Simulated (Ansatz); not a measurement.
C: a fit and a missing row

C, R-3m, a = 2.493 Å, c = 42.995 Å. Ansatz: LDA, PAW, 420 eV, Γ-centred 12×12×12 mesh on 14 atoms, Gaussian smearing 0.02 eV; no spin polarisation. Shape and atoms are relaxed at each volume; pressure is positive in compression.

| V (Å³/atom) | P (GPa) |
| --- | --- |
| 4.849 | 75.28 |
| 5.014 | 52.30 |
| 5.179 | 32.36 |
| 5.345 | 15.05 |
| 5.510 | 0.00 |
| 5.675 | -13.09 |
| 5.841 | -24.48 |
| 6.061 | ? |

Q: Take V0 = 5.510 Å³/atom, fit the third-order Birch–Murnaghan form to the other rows, and predict the missing pressure.

A: With the Eulerian strain f = ½[(V0/V)^(2/3) − 1] and y = P/[3f(1 + 2f)^(5/2)], the form is the line y = B0 + 1.5 B0 (B0′ − 4) f. Rows (f, y): 0.04446, 456.1; 0.03245, 459.1; 0.02108, 461.5; 0.01024, 465.7; -0.00974, 470.6; -0.01907, 471.6. Means f = 0.01324, y = 464.10; Σ(Δf)² = 0.002986, ΣΔfΔy = -0.7627; the slope is their ratio. y = 467.5 − 255.4 f GPa, so B0 = 467.5 GPa and B0′ = 4 + 2 × (-255.4)/(3 × 467.5) = 3.64. At V = 6.061, f = -0.03078, y = 475.36 and P = -37.45 GPa. The run gave -37.38 GPa, so the fit is 0.07 GPa too low, a small miss on the scale of the series. The form still works here, 22 % of the fitted range beyond its end.

Cost: 8 runs of about 9.4 core-minutes in all, on Intel Xeon 6975P-C (Granite Rapids) (shared hosts).

The fitted bulk modulus of 467.5 GPa and the small equilibrium volume point to a dense, fully sp3-bonded network, probably a long-period stacking variant of diamond rather than a graphitic carbon. Its stiffness comes from short, strongly directional σ bonds: a uniform volume change must stretch or compress them, with no soft interlayer gap to take up the strain. Compression steepens the repulsion between neighbours, while expansion weakens the restoring force. B0′ = 3.64 therefore describes ordinary anharmonic stiffening, slightly weaker than the second-order Birch–Murnaghan form would give.

Compared with measured diamond, the volume is somewhat small and the modulus somewhat high, as expected from LDA overbinding. The close prediction at 6.061 Å³/atom supports a smooth continuation of the same bonding regime into moderate tension, with no sign of bond rupture or a change of phase. It tests the interpolating form, not the accuracy of the functional, whose bias is shared by the fitted and predicted points. The tensile limit remains undetermined, since the tension is still growing at the largest volume.
